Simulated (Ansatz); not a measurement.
Co: the change of energy less free atoms and pressure with volume scale

All results are calculated (Ansatz 0.2.0). Periodic Kohn-Sham DFT of a crystal at fixed atoms, scaled to volume_scale times the given cell; pressure positive in compression, energy less spherical unpolarised free atoms, largest_vzz the field gradient of largest size among the nuclei.

The cell before it is scaled or strained (space group P6_3/mmc, No. 194):
```
CELL_PARAMETERS angstrom
2.51900 0.00000 0.00000
-1.25950 2.18150 0.00000
0.00000 0.00000 4.09100
ATOMIC_POSITIONS crystal
Co 0.33333 0.66667 0.25000
Co 0.66667 0.33333 0.75000
```

Settings of every row: method all-electron LAPW; functional PBE; relativity scalar; k mesh 19x19x10; filling fermi-dirac; smearing width 0.08 eV; basis error target 1 meV/atom; nucleus gaussian.

Atom:
```
element  start moment (bohr magneton)
     Co                             2
     Co                             2
```

```
row  volume scale  V (Å³/atom)  energy less free atoms (eV/atom)  pressure (GPa)  cell moment (bohr magneton)
  1        0.9405       10.572                           -8.2953           6.084                        3.181
  2          0.98       11.016                                 ?               ?                            ?
  3             1       11.241                           -8.2925          -6.666                        3.288
  4          1.02       11.465                           -8.2808         -10.051                        3.319
  5          1.06       11.915                           -8.2442         -15.754                        3.371
```

Question: what energy less free atoms and pressure should row 2 give?

Worked fit of energy less free atoms. Take u = (V_r/V)^(2/3) − 1 with V_r = 11.353 Å³ an atom, which is twice the finite (Eulerian) strain; such expansions in the strain, on which the Birch-Murnaghan equation of state is built, carry the rest volume and the bulk modulus. The shown rows have u = 0.04866, 0.00663, -0.00652, -0.0317. Least squares give energy less free atoms = −8.28724 − 0.8877 × u + 14.839 × u² eV/atom; a straight line predicts inner rows, each left out in turn, worse (root mean square 0.015 against 5.1e-05 eV/atom). All shown rows lie on it to the printed digit. Its lowest point lies at u = 0.0299, or V = 10.86 Å³ an atom, and the curvature there gives the bulk modulus at fixed shape and fractions, B = (4/9)(1 + u)² E″(u)/V = 206 GPa. Letting shape and atoms relax would as a rule lower it, by much in layered, chain or molecular crystals. The withheld row has u = 0.02029, so the fit gives −8.28724 − 0.8877 × (0.02029) + 14.839 × (0.02029)² = -8.2991 eV/atom.

The calculation gave -8.2993 eV/atom. The fit lies 0.0002 eV/atom (0.36 % of the column's range) above it; its largest miss of a shown row is 0.0000 eV/atom.

Worked fit of pressure. Take u = (V_r/V)^(2/3) − 1 with V_r = 11.353 Å³ an atom, which is twice the finite (Eulerian) strain; such expansions in the strain, on which the Birch-Murnaghan equation of state is built, carry the rest volume and the bulk modulus. The shown rows have u = 0.04866, 0.00663, -0.00652, -0.0317. Least squares give pressure = −8.4085 + 257.782 × u + 822.91 × u² GPa; a straight line predicts inner rows, each left out in turn, worse (root mean square 0.84 against 0.0063 GPa). The rows lie off it by 0.000, -0.003, 0.003, -0.001. The pressure vanishes at u = 0.0298, or V = 10.86 Å³ an atom, and there the bulk modulus at fixed shape and fractions is B = −V dP/dV = (2/3)(1 + u) dP/du = 211 GPa. Letting shape and atoms relax would as a rule lower it, by much in layered, chain or molecular crystals. The withheld row has u = 0.02029, so the fit gives −8.4085 + 257.782 × (0.02029) + 822.91 × (0.02029)² = -2.839 GPa.

The calculation gave -2.864 GPa. The fit lies 0.025 GPa (0.11 % of the column's range) above it; its largest miss of a shown row is 0.003 GPa.

The other values of row 2: cell moment 3.255 bohr magneton.
